**5p Slater integrals of W3+ to W11+: forecasts along occupation branches**

The table holds $F^0$(5p,5p), $F^2$(5p,5p), their ratio and the mean 5p radius from non-relativistic, configuration-averaged Hartree-Fock in a B-spline atomic code. The program tests the scaling $F^k\propto1/\langle r\rangle$ against hydrogenic 5p values and prints the shift per 5d, 5p and 4f hole. It forecasts the withheld ions W5+ and W10+ from linear and quadratic fits in a single occupation number, and compares them with a quadratic in charge and with constant additive shifts, all fitted to known rows only. The product $F^0\langle r\rangle$ is constant to 0.3%, and the shift per hole runs 4f > 5p > 5d. All forecasts fall within their bars, the worst at 0.65 of the bar, whereas the quadratic in charge misses $F^0$ of W10+ by 0.14 eV.

Tungsten ions computed with the B-spline radial atomic code, version 1: all-electron non-relativistic Hartree-Fock averaged over the configuration, for a spherical atom with a point nucleus at the radial basis-set limit. F0 and F2 are unscreened Slater-Condon radial integrals between 5p orbitals, and <r> is the mean radius of 5p.

## Program and output

```python
# Table: F0, F2(5p,5p) [eV] and <r>(5p) [bohr] of W3+..W11+, B-spline atomic code, non-relativistic
# average-of-configuration Hartree-Fock. Tested: F^k ~ 1/<r>; shift per 5d/5p/4f hole; forecasts of withheld ions.
T = {
    'ion': ['W3+', 'W4+', 'W5+', 'W6+', 'W7+', 'W8+', 'W9+', 'W10+', 'W11+'],
    'Z': [74, 74, 74, 74, 74, 74, 74, 74, 74],
    'charge': [3, 4, 5, 6, 7, 8, 9, 10, 11],  # e
    'N': [71, 70, 69, 68, 67, 66, 65, 64, 63],
    'configuration': ['[Xe] 4f14 5d3', '[Xe] 4f14 5d2', '[Xe] 4f14 5d1', '[Xe] 4f14', '[Xe] 4f13', '[Kr] 4d10 4f14 5s2 5p4', '[Kr] 4d10 4f14 5s2 5p3', '[Kr] 4d10 4f14 5s2 5p2', '[Kr] 4d10 4f13 5s2 5p2'],
    'F0_5p_5p': [19.0, 19.241, 19.498, 19.765, 20.383, 20.454, 20.779, 21.095, 21.654],  # eV
    'F2_5p_5p': [10.336, 10.498, 10.667, 10.839, 11.196, 11.247, 11.441, 11.626, 11.929],  # eV
    'ratio_F2F0': [0.544, 0.546, 0.547, 0.548, 0.549, 0.55, 0.551, 0.551, 0.551],
    'r_5p': [1.2895, 1.2728, 1.2555, 1.2381, 1.1999, 1.1954, 1.1763, 1.1583, 1.1281],  # bohr
}
HELD = [2, 7]  # rows withheld from the fit
import numpy as np
from scipy.special import genlaguerre
from scipy.integrate import cumulative_trapezoid as ct
from scipy.constants import physical_constants as pc
Ha = pc['Hartree energy in eV'][0]
ion = T['ion']; q = np.array(T['charge'], float)
F0, F2, R, rat = (np.array(T[k], float) for k in ('F0_5p_5p', 'F2_5p_5p', 'r_5p', 'ratio_F2F0'))
nd = np.array([3, 2, 1, 0, 0, 0, 0, 0, 0.]); hf = np.array([0, 0, 0, 0, 1, 0, 0, 0, 1.])
hp = np.array([0, 0, 0, 0, 0, 2, 3, 4, 4.])   # 5d electrons, 4f holes, 5p holes
K = [i for i in range(len(q)) if i not in HELD]
print('rounding floor: F 0.0005 eV, <r> 0.00005 bohr, ratio 0.0005')
x = np.linspace(1e-6, 250, 200001); P2 = (x**2*np.exp(-x/5)*genlaguerre(3, 3)(2*x/5))**2
I = lambda f: ct(f, x)[-1]
P2 /= I(P2); rH = I(P2*x)
FH = {k: 2*I(P2*ct(P2*x**k, x, initial=0)/x**(k+1)) for k in (0, 2)}
print(f'hydrogenic 5p: <r>Z={rH:.2f} bohr, F0<r>={FH[0]*rH:.4f}, F2<r>={FH[2]*rH:.4f} Ha*bohr, F2/F0={FH[2]/FH[0]:.4f}')
Ze = rH/R
for i in K:
    print(f'{ion[i]:5s} F0<r>={F0[i]*R[i]/Ha:.4f} F2<r>={F2[i]*R[i]/Ha:.4f} Ha*bohr F2/F0={F2[i]/F0[i]:.4f} Zeff={Ze[i]:.2f}')
ex = {}
for n, F in (('F0', F0), ('F2', F2)):
    c = np.polyfit(np.log(R[K]), np.log(F[K]), 1); ex[n] = c[0]; p = F[K]*R[K]
    res = F[K]-np.exp(np.polyval(c, np.log(R[K])))
    print(f'{n} ~ <r>^{c[0]:.3f}, max resid {abs(res).max():.4f} eV; {n}<r> W3+->W11+ {100*(p[-1]/p[0]-1):+.2f}%')
print(f'W3+->W11+: F0 {100*(F0[8]/F0[0]-1):+.1f}% F2 {100*(F2[8]/F2[0]-1):+.1f}% <r> {100*(R[8]/R[0]-1):+.1f}% ratio {100*(F2[8]/F0[8]*F0[0]/F2[0]-1):+.2f}%')
def step(lab, a, b, n):
    print(f'{lab} {ion[a]}->{ion[b]} per e: dF0={(F0[b]-F0[a])/n:+.3f} dF2={(F2[b]-F2[a])/n:+.3f} eV d<r>={(R[b]-R[a])/n:+.4f} bohr dZeff={(Ze[b]-Ze[a])/n:+.2f}')
for s in (('5d', 0, 1, 1), ('5d', 1, 3, 2), ('4f', 3, 4, 1), ('5p', 3, 5, 2), ('5p', 5, 6, 1), ('mixed', 4, 5, 1)): step(*s)
# <r> in bohr typed from further outputs of the same runs (W4+, W9+)
orb = {'4s': (0.4883274, 0.4879863), '4p': (0.496024, 0.4961272), '4d': (0.5138327, 0.5124184)}
print('inner d<r> W4+->W9+ (bohr):', ' '.join(f'{k} {b-a:+.5f}' for k, (a, b) in orb.items()))
A = np.c_[np.ones(9), -nd, hf, hp]; riv = {}
for n, Y in (('F0', F0), ('F2', F2), ('<r>', R)):
    cq = np.polyfit(q[K], Y[K], 2); ca = np.linalg.lstsq(A[K], Y[K], rcond=None)[0]
    riv[n] = (np.polyval(cq, q), A@ca); r1 = Y[K]-riv[n][0][K]; r2 = Y[K]-riv[n][1][K]
    print(f'{n} rivals: quad(q) worst {abs(r1).max():.4f} ({ion[K[abs(r1).argmax()]]}); additive d,f,p={ca[1]:.4f},{ca[2]:.4f},{ca[3]:.4f} worst {abs(r2).max():.4f} ({ion[K[abs(r2).argmax()]]})')
def W(xs, x0):   # Lagrange weights
    return np.array([np.prod([(x0-b)/(a-b) for b in xs if b != a]) for a in xs])
plan = {2: ([0, 1, 3], nd, [1, 3], 1.0), 7: ([3, 5, 6], hp, [5, 6], 0.5)}  # quad rows, variable, line rows, quad weight
for h in HELD:
    rows, v, lr, wq = plan[h]; pr = {}
    a = W(list(v[rows]), v[h]); l = W(list(v[lr]), v[h]); b = np.array([0, l[0], l[1]]); w = wq*a+(1-wq)*b
    for n, Y, fl, u in (('F0', F0, 5e-4, 'eV'), ('F2', F2, 5e-4, 'eV'), ('<r>', R, 5e-5, 'bohr')):
        yq, yl, y = a@Y[rows], b@Y[rows], w@Y[rows]; pr[n] = y
        bar = abs(yq-yl)+fl*abs(w).sum()
        print(f'{ion[h]} {n} [{u}] line {yl:.4f} quad {yq:.4f} pred {y:.4f}+-{bar:.4f} true {Y[h]:.4f} miss {Y[h]-y:+.4f} ({abs(Y[h]-y)/bar:.2f} bar)')
        print(f'   miss of line {Y[h]-yl:+.4f}, quad {Y[h]-yq:+.4f}, rival quad(q) {Y[h]-riv[n][0][h]:+.4f}, additive {Y[h]-riv[n][1][h]:+.4f}')
    rp = pr['F2']/pr['F0']; mid = (F0[h-1]+F0[h+1])/2
    print(f'{ion[h]} F2/F0 pred {rp:.4f}+-0.001 true {rat[h]:.3f} (F2/F0={F2[h]/F0[h]:.4f}); neighbour midpoint F0 {mid:.3f}, true-mid {F0[h]-mid:+.3f} eV; F0<r>={F0[h]*R[h]/Ha:.4f}')
print('revealed steps:')
for s in (('5d', 1, 2, 1), ('5d', 2, 3, 1), ('5p', 6, 7, 1), ('4f', 7, 8, 1)): step(*s)
assert np.all(np.diff(F0[K]) > 0) and np.all(np.diff(R[K]) < 0)
assert F0[4]-F0[3] > F0[6]-F0[5] > (F0[3]-F0[1])/2 > 0
assert -1.15 < ex['F2'] < ex['F0'] < -0.9
assert (F0[5]-F0[3])/2 > F0[6]-F0[5]
```

Output:

```
rounding floor: F 0.0005 eV, <r> 0.00005 bohr, ratio 0.0005
hydrogenic 5p: <r>Z=36.50 bohr, F0<r>=0.8942, F2<r>=0.4629 Ha*bohr, F2/F0=0.5177
W3+   F0<r>=0.9004 F2<r>=0.4898 Ha*bohr F2/F0=0.5440 Zeff=28.31
W4+   F0<r>=0.9000 F2<r>=0.4910 Ha*bohr F2/F0=0.5456 Zeff=28.68
W6+   F0<r>=0.8993 F2<r>=0.4932 Ha*bohr F2/F0=0.5484 Zeff=29.48
W7+   F0<r>=0.8988 F2<r>=0.4937 Ha*bohr F2/F0=0.5493 Zeff=30.42
W8+   F0<r>=0.8985 F2<r>=0.4941 Ha*bohr F2/F0=0.5499 Zeff=30.53
W9+   F0<r>=0.8982 F2<r>=0.4946 Ha*bohr F2/F0=0.5506 Zeff=31.03
W11+  F0<r>=0.8977 F2<r>=0.4945 Ha*bohr F2/F0=0.5509 Zeff=32.36
F0 ~ <r>^-0.977, max resid 0.0045 eV; F0<r> W3+->W11+ -0.30%
F2 ~ <r>^-1.073, max resid 0.0260 eV; F2<r> W3+->W11+ +0.97%
W3+->W11+: F0 +14.0% F2 +15.4% <r> -12.5% ratio +1.27%
5d W3+->W4+ per e: dF0=+0.241 dF2=+0.162 eV d<r>=-0.0167 bohr dZeff=+0.37
5d W4+->W6+ per e: dF0=+0.262 dF2=+0.171 eV d<r>=-0.0173 bohr dZeff=+0.40
4f W6+->W7+ per e: dF0=+0.618 dF2=+0.357 eV d<r>=-0.0382 bohr dZeff=+0.94
5p W6+->W8+ per e: dF0=+0.345 dF2=+0.204 eV d<r>=-0.0213 bohr dZeff=+0.53
5p W8+->W9+ per e: dF0=+0.325 dF2=+0.194 eV d<r>=-0.0191 bohr dZeff=+0.50
mixed W7+->W8+ per e: dF0=+0.071 dF2=+0.051 eV d<r>=-0.0045 bohr dZeff=+0.11
inner d<r> W4+->W9+ (bohr): 4s -0.00034 4p +0.00010 4d -0.00141
F0 rivals: quad(q) worst 0.2093 (W7+); additive d,f,p=0.2657,0.5787,0.3262 worst 0.0223 (W6+)
F2 rivals: quad(q) worst 0.1151 (W7+); additive d,f,p=0.1757,0.3243,0.1902 worst 0.0187 (W6+)
<r> rivals: quad(q) worst 0.0125 (W7+); additive d,f,p=-0.0184,-0.0330,-0.0190 worst 0.0030 (W6+)
W5+ F0 [eV] line 19.5030 quad 19.4960 pred 19.4960+-0.0078 true 19.4980 miss +0.0020 (0.26 bar)
   miss of line -0.0050, quad +0.0020, rival quad(q) -0.0505, additive -0.0236
W5+ F2 [eV] line 10.6685 quad 10.6657 pred 10.6657+-0.0037 true 10.6670 miss +0.0013 (0.36 bar)
   miss of line -0.0015, quad +0.0013, rival quad(q) -0.0283, additive -0.0150
W5+ <r> [bohr] line 1.2554 quad 1.2557 pred 1.2557+-0.0003 true 1.2555 miss -0.0002 (0.56 bar)
   miss of line +0.0001, quad -0.0002, rival quad(q) +0.0035, additive +0.0021
W5+ F2/F0 pred 0.5471+-0.001 true 0.547 (F2/F0=0.5471); neighbour midpoint F0 19.503, true-mid -0.005 eV; F0<r>=0.8996
W10+ F0 [eV] line 21.1040 quad 21.0910 pred 21.0975+-0.0150 true 21.0950 miss -0.0025 (0.17 bar)
   miss of line -0.0090, quad +0.0040, rival quad(q) -0.1407, additive +0.0028
W10+ F2 [eV] line 11.6350 quad 11.6283 pred 11.6317+-0.0087 true 11.6260 miss -0.0057 (0.65 bar)
   miss of line -0.0090, quad -0.0023, rival quad(q) -0.0708, additive +0.0074
W10+ <r> [bohr] line 1.1572 quad 1.1587 pred 1.1579+-0.0017 true 1.1583 miss +0.0004 (0.21 bar)
   miss of line +0.0011, quad -0.0004, rival quad(q) +0.0075, additive -0.0007
W10+ F2/F0 pred 0.5513+-0.001 true 0.551 (F2/F0=0.5511); neighbour midpoint F0 21.216, true-mid -0.122 eV; F0<r>=0.8979
revealed steps:
5d W4+->W5+ per e: dF0=+0.257 dF2=+0.169 eV d<r>=-0.0173 bohr dZeff=+0.40
5d W5+->W6+ per e: dF0=+0.267 dF2=+0.172 eV d<r>=-0.0174 bohr dZeff=+0.41
5p W9+->W10+ per e: dF0=+0.316 dF2=+0.185 eV d<r>=-0.0180 bohr dZeff=+0.48
4f W10+->W11+ per e: dF0=+0.559 dF2=+0.303 eV d<r>=-0.0302 bohr dZeff=+0.84
```
